Student: I was taught that a polar III-V surface reconstructs so as to fill the anion dangling bonds and empty the cation ones. Then I read that GaSb(001) c(2×10) does not. Either the rule is a theorem and the structure is wrong, or it is a slogan. Which is it?

Lecturer: It is a theorem with premises, and the premises can fail. Conventions first. The crystal is zinc blende, with anion valence Za and cation valence Zc, and Za + Zc = 8. Along [001] it is a stack of alternating anion and cation layers. Each layer is a square net of spacing a/√2, and I measure areas in units of that (1×1) cell, a²/2, so a surface cell of area A holds A atoms of each complete layer. Every bulk atom has two bonds down and two up. The up bonds of an anion lie in the plane containing [001] and [−110], and those of a cation in the plane containing [001] and [110]. The first index of (m×n) runs along [−110].

There are four premises.
P1. Each atom has four valence orbitals, s and p. Each bond between neighbours uses one hybrid from either end and gives one bonding level below the gap and one antibonding level above it. This is assumed for like-atom bonds such as Sb–Sb too.
P2. After relaxation, an unused hybrid on an anion lies below the gap and an unused hybrid on a cation lies above it.
P3. The surface region is neutral. It exchanges no charge with dopants or bands in the interior.
P4. The surface adopts a structure in which every level below the gap is full and every level above it is empty.

Student: P2 already looks like the conclusion. Why should it hold?

Lecturer: It is the physical input, and I do not derive it, but it has a reason. The anion levels start lower than the cation levels, and relaxation widens the difference. A threefold anion becomes pyramidal and bonds with nearly pure p orbitals, so its spare orbital gains s character and drops. A threefold cation flattens towards sp², so its spare orbital becomes nearly pure p and rises. What P2 does not tell you is which geometries have the right number of electrons. That is the part we derive.

Step 1 counts levels. Take any finite or periodic piece with B bonds and Λ unused anion hybrids, which I call lone pairs. By P1 and P2 it has B + Λ spatial levels below the gap, which hold 2(B + Λ) electrons. The atoms supply ΣZi. Define the excess

ν = ΣZi − 2B − 2Λ.   (1)

P4 is the statement ν = 0.

Student: Those are local orbitals. The real states are bands, and the atoms move.

Lecturer: Couplings between local levels broaden them into bands, but the number of bands below a gap cannot change unless a band crosses the gap. So the count survives any relaxation that keeps the two groups apart.

Step 2 makes (1) local. Let atom i have bi bonds and λi lone pairs. Each bond has two ends, so 2B = Σbi, and

ν = Σ fi,   fi = Zi − bi − 2λi.   (2)

For a III-V compound the cases are these: fourfold anion, 5 − 4 = +1; threefold anion with a lone pair, 5 − 3 − 2 = 0; fourfold cation, 3 − 4 = −1; threefold cation with an empty hybrid, 3 − 3 = 0. The fi are bookkeeping numbers and not physical charges.

Student: Now I object. In the bulk the layers give +A, −A, +A and so on. That sum does not converge. You can get any answer by choosing where to stop.

Lecturer: That is the one delicate step, and symmetry settles it. Step 3. Every atomic site in zinc blende has a twofold axis along [100], which turns z into −z. So I can cut a slab whose two faces are the same surface, related by that axis through an atom of the middle layer. Let each face consist of a complete anion layer and whatever sits on it. Between the two complete outer anion layers lie L cation layers and L − 1 anion layers, all fourfold. A bulk anion layer gives (Za − 4)A and a bulk cation layer gives (Zc − 4)A = −(Za − 4)A. The interior sum is therefore

[(L − 1) − L](Za − 4)A = −(Za − 4)A,

whatever L is. The slab is finite in z, so (2) is an ordinary sum, and the two faces are equivalent, so they share it equally. For one face

ν = Σ(surface) fi − (Za − 4)A/2,   (3a)

where the sum runs down to and includes a complete anion layer. Include one more layer, the cation layer below. The sum changes by −(Za − 4)A, and since ν is unchanged,

ν = Σ(surface) fi + (Za − 4)A/2   (3b)

when the last layer included is cationic.

Student: Textbooks say instead that each atom puts Z/4 electrons into each bulk bond. Is that the same thing?

Lecturer: Exactly the same, and (3a) is its justification. The cut severs 2A bonds. In fi the anion was charged one electron for each. Charging it Za/4 instead costs a further (Za/4 − 1)·2A = (Za − 4)A/2, which is the last term of (3a). For III-V the shares are 5/4 from the anion and 3/4 from the cation. In practice, the last complete layer spends half of its electrons downward and has Z/2 per atom left for everything above.

Step 4 is the missing-dimer surface. Take a complete cation layer in a (2×N) cell, so A = 2N. On it put anion dimers, with the dimer bond along [−110], which gives the 2× period. There are N dimer sites per cell, and D of them are occupied. Assume that the exposed cations form no new bonds. Each dimer has one dimer bond, four back bonds to cations and two lone pairs. That is seven levels, or 14 electrons. The exposed cation hybrids are empty and need none. The supply is 2ZaD from the dimer atoms and (Zc/2)·2N from the cation layer. Setting ν = 0,

14D = 2ZaD + ZcN,   so   D/N = Zc/(14 − 2Za).   (4)

With Zc = 8 − Za the ratio is (8 − Za)/(14 − 2Za). For III-V, 4D = 3N, so D = 3N/4. The smallest integer solution is N = 4, D = 3, where demand and supply are both 42. For II-VI, 2D = 2N, so D = N, and the complete (2×1) dimer layer already balances. This count is due to Pashley, in 1989.

Student: Let me test it with (3b). In the three-dimer (2×4) all six anions are threefold and give zero. The missing dimer leaves four cations threefold, so four of the eight stay fourfold and give −4. The boundary term is +8/2 = +4, and the total is zero. For the full III-V (2×1) layer I get a supply of 13 against a demand of 14, so ν = −1.

Lecturer: Right. Each III-V dimer on cations is short of one electron, and each vacancy frees three, hence one vacancy per three dimers.

Student: But the accepted As-rich GaAs (2×4) structure has two dimers on top, not three.

Lecturer: That is the β2 structure, and it falls outside (4) because its cation layer is incomplete. Use (3a) with the cut under the third layer. That layer has eight As atoms. Two of them form a dimer in the trench and are threefold, and six are fourfold, giving +6. The second layer has six Ga atoms with twelve up hybrids. The four top As atoms use eight, so four Ga are threefold and two are fourfold, giving −2. The boundary term is −4, and 6 − 2 − 4 = 0. Both structures pass. The rule filters candidates and does not rank them.

Step 5 puts anion dimers on a complete anion layer. These dimers are rotated by 90° and lie along [110]. With D dimers in area A, the lower layer has 2A up hybrids, 4D of them are used, and the other 2A − 4D are lone pairs if they do not rebond. Then

demand = 14D + 2(2A − 4D) = 6D + 4A,
supply = 2ZaD + ZaA/2.

For Za = 5 the balance is 4D = 3A/2, or D = 3A/8. The c(4×4) lattice has primitive vectors (2, 2) and (2, −2), so A = 8 and D = 3. The demand is 42 + 8 = 50 and the supply is 30 + 20 = 50. The anion coverage is 1 + 6/8 = 1.75 monolayers. The sign is now reversed: these dimers are removed to get rid of a surplus, since each vacancy creates four lone pairs in the layer below.

Student: So the rule would allow GaSb a c(4×4) with three Sb dimers. What is the c(2×10) instead?

Lecturer: I take the all-Sb double-layer model that Whitman and co-workers proposed in 1997. Start from a complete Sb layer on Ga and view it as lines of atoms running along [−110]. A top-layer Sb atom bridges two neighbours within a line. Out of every five lines, four are fully covered by top atoms and one is bare. The top atoms of adjacent lines pair along [110], which makes two unbroken dimer rows side by side. The bare line is a trench. Its atoms pair along [−110], which gives the 2× period, and each keeps one lone pair. If the trench dimers shift by one unit from one trench to the next, the lattice is centred, with primitive vectors (2, 0) and (1, 5). So A = 10 for the primitive cell, the same area as (2×5), and the conventional c(2×10) rectangle holds two such cells.

Step 6 counts that cell. It has four top dimers, which demand 4 × 14 = 56. The trench dimer has one bond and two lone pairs above the cut, which demand 6. The demand is 62. The supply is 8 × 5 = 40 from the top layer and 10 × 5/2 = 25 from the second, in all 65. So

ν = 65 − 62 = +3 per primitive cell,

or 6 per conventional cell. By (3a): all top atoms and both trench atoms are threefold, eight second-layer Sb are fourfold, and 8 − 10/2 = 3. The Sb coverage is 1 + 8/10 = 1.8 monolayers.

Student: Could a different number of rows between trenches fix it?

Lecturer: No. With r rows per trench there are 2r + 1 lines, so A = 2(2r + 1), and the 2r covered lines contribute 4r fourfold Sb atoms. Then

ν(r) = 4r − (2r + 1) = 2r − 1.   (5)

For r = 0 this is −1, the plain (2×1) you just counted. For r = 1, a cell of area (2×3), the supply is 35 and the demand 34, so ν = +1. For r = 2 it is +3. The zero falls at r = 1/2, which no uniform spacing provides.

Student: Does a nonzero ν force a metal?

Lecturer: An odd one does, within band theory with time-reversal symmetry. In a thick slab the faces decouple. Each spin-resolved band holds one electron per primitive cell. Spin-orbit coupling is strong in Sb and the surface lacks inversion symmetry, so the bands may split at general k. Kramers' theorem still joins them in pairs at the time-reversal-invariant points of the zone. With three electrons above the gap, an insulator would need a gap between the third and fourth bands, and those two touch. The escapes are magnetism, strong correlation or a larger true cell. An even nonzero ν forces nothing, since the surplus might fill a band that has split off from the rest.

Student: Then tell me which premise breaks. My first guess is P3. The three electrons leak into the bulk and the surface satisfies the rule as a charged layer.

Lecturer: We can test that with numbers. The inputs are compiled values at 300 K: a = 6.0959 Å (Vurgaftman 2001), Eg = 0.73 eV (Wing 2021) and static dielectric constant εr = 15.7 (Rakita 2019). The surface spacing is a/√2 = 4.310 Å, the (1×1) area is 18.58 Å², and the site density is 5.38 × 10¹⁴ cm⁻². The conventional cell is 8.62 Å by 43.10 Å and the primitive area is 185.8 Å². The surplus is 0.3 electron per site, a sheet density

ns = 3/(185.8 Å²) = 1.61 × 10¹⁴ cm⁻².

Now let the surface give electrons to acceptors. Take N_A = 10¹⁷ cm⁻³, a typical residual level in undoped GaSb. In the depletion approximation the charge density is −eN_A over a width W. Gauss's law gives a field eN_A(W − x)/(εrε0) at depth x, and integrating from 0 to W gives a band bending φ = eN_A W²/(2εrε0). Depletion cannot bend the bands by more than about the gap, so set eφ = 0.73 eV. Then W = 0.11 µm and N_A W = 1.1 × 10¹² cm⁻², which is 0.7 per cent of ns.

Student: And an inversion layer? That holds far more than the acceptors do.

Lecturer: Electrostatics limits it. Removing all of ns leaves 26 µC/cm² on the surface, and the field beneath it is e·ns/(εrε0) = 0.19 V/Å. That field drops 0.73 V in about 4 Å, less than one lattice constant. A bulk dielectric constant is not reliable on that scale, but the meaning is clear: charge moved so short a way has not left the surface region. If I assume an inversion layer centred 5 nm deep and a driving energy of about one gap, the fraction that can move is about 8 per cent. So P3 holds to roughly a tenth or better. In this model the electrons stay, and P4 is the premise that is given up.

Student: Why would a surface accept that? Lifting three electrons across the gap is expensive.

Lecturer: As a scale, 3 × 0.73 eV = 2.2 eV per cell, or 12 meV/Å². It is only a scale, because the states that take the surplus are surface bands whose position the count does not give.

Student: Perhaps Sb-rich conditions pay for it.

Lecturer: They cannot pay much. Relative to c(4×4) the coverage is higher by 0.05 monolayer, or 0.5 atom per cell of area 10. The Sb chemical potential can range only over the heat of formation of GaSb, approximately 0.4 eV. Sweeping that whole window shifts the relative energy by 0.2 eV per cell, about a tenth of the scale above. The payment has to come from bonding, and the count shows how.

Step 7. Compare equal areas, A = 40, and count only what lies above the cut. Five c(4×4) cells have 30 top atoms, 75 bonds and 50 lone pairs. Four c(2×10) primitive cells have 32 top atoms, 84 bonds and 40 lone pairs. The two extra atoms come from elemental Sb, where each atom has three near neighbours, so in this bookkeeping it has 3/2 bonds, one lone pair and f = 0. The starting side then has 78 bonds and 52 lone pairs. The change is 6 more bonds, 12 fewer lone pairs, and a surplus of 4 × 3 = 12 electrons. In net terms, each new bond replaces two lone pairs and expels two electrons. This is general: at a fixed set of atoms with four orbitals each and only anions involved, ΔΛ = −2ΔB, so (1) gives Δν = 2ΔB.

Now model one such event. Two hybrids of energy ε hold four electrons, with energy 4ε when uncoupled. Couple them by −V, with V > 0. The 2 × 2 matrix with ε on the diagonal and −V off it has eigenvalues ε − V and ε + V. Two electrons enter the lower level and two go to the lowest empty state available, at energy Ex. Let U > 0 collect the overlap repulsion and the net strain. Then

ΔE = 2(ε − V) + 2Ex + U − 4ε = 2(Ex − ε − V) + U.   (6)

If the only place for the surplus is the new antibonding level, Ex = ε + V and ΔE = U > 0. The bond does not form, and the rule holds. The violation is favourable only if

Ex − ε < V − U/2.   (7)

The c(2×10) cell contains 1.5 such events.

Student: So P4 is really an inequality.

Lecturer: Yes. P4 is safe when the empty states lie far above the lone pairs. A narrow gap lowers Ex. So do unbroken rows, because antibonding levels repeated along a row broaden into a band whose bottom lies below the isolated level. Good geometric fit of the Sb overlayer keeps U small. GaSb is a plausible case on the first two counts. I have no values of V, U and Ex that could decide (7), and a two-level model could not be trusted with a near cancellation. It tells you which way each factor pushes and no more.

Student: Let me push from the other side. A tunnelling image shows positions much better than species. What if some of those atoms are Ga?

Lecturer: Then (2) tells you which ones matter. Put Ga in place of a top-layer or trench Sb. The site goes from threefold Sb, f = 0, to threefold Ga with an empty hybrid, f = 0. Two electrons of supply vanish along with two of demand, and ν is unchanged. Put Ga on one of the eight fourfold second-layer sites under the rows, and f goes from +1 to −1, so Δν = −2, provided that the Ga–Ga bonds to the third layer obey P1. With x such antisites per primitive cell, ν = 3 − 2x. One leaves +1 and two leave −1, both odd. Balance needs x = 1.5, that is three per doubled cell or a disordered equivalent. This is 15 per cent of the second layer, or 8.07 × 10¹³ cm⁻². Hogan, Magri and Del Sole argued in 2010 from calculations that subsurface Ga antisites of this kind stabilise the Sb-rich surface. So your suspicion is a live one. What the count proves is that the all-Sb geometry violates the rule by three electrons. Whether a given sample is that geometry is a question of composition, which the count cannot answer.

Student: Then state the range of validity plainly.

Lecturer: Equations (1) to (3) are identities for any tetrahedral network of sp-bonded atoms on zinc blende (001), once bonds and lone pairs have been assigned. Equation (4) needs in addition a complete cation layer, anion dimers only, and no rebonding among exposed cations. Structures with trenches, cation dimers or mixed dimers must be counted with (3). Reading ν = 0 as a condition for stability has five limits.

First, P2 needs a polar compound. On Si(001) there is no anion, and (4) does not apply. A buckled dimer has one filled and one empty hybrid, so its demand is 12, and 12D = 8D + 4N gives D = N.

Second, P1 needs countable two-centre bonds. Metallic overlayers, such as excess Ga or In, and atoms with more than four neighbours lie outside it.

Third, P3 needs ns to be far above what the space charge can hold. That was well satisfied above. It fails for sparse defects. In heavily doped crystals a low density of steps or kinks can carry the charge that balances the dopants.

Fourth, P4 needs (7) to be unfulfilled. It is safest for wide gaps and weakest for narrow gaps with extended anion–anion bonding.

Fifth, the rule is neither sufficient nor strictly necessary. It does not rank the structures that pass, it says nothing about kinetics or temperature, and only an odd ν guarantees a gapless band structure.

Student: And the number to carry away for GaSb?

Lecturer: Three surplus electrons per 185.8 Å², or 1.61 × 10¹⁴ cm⁻². That is the number of the ideal all-Sb model and not of the material. As typical knowledge, the real surface is described as only weakly metallic, and second-layer Ga antisites remove two electrons each. The model therefore overstates the surplus whenever they are present, by a factor of 3 at one antisite per cell, and the surplus vanishes altogether at 1.5.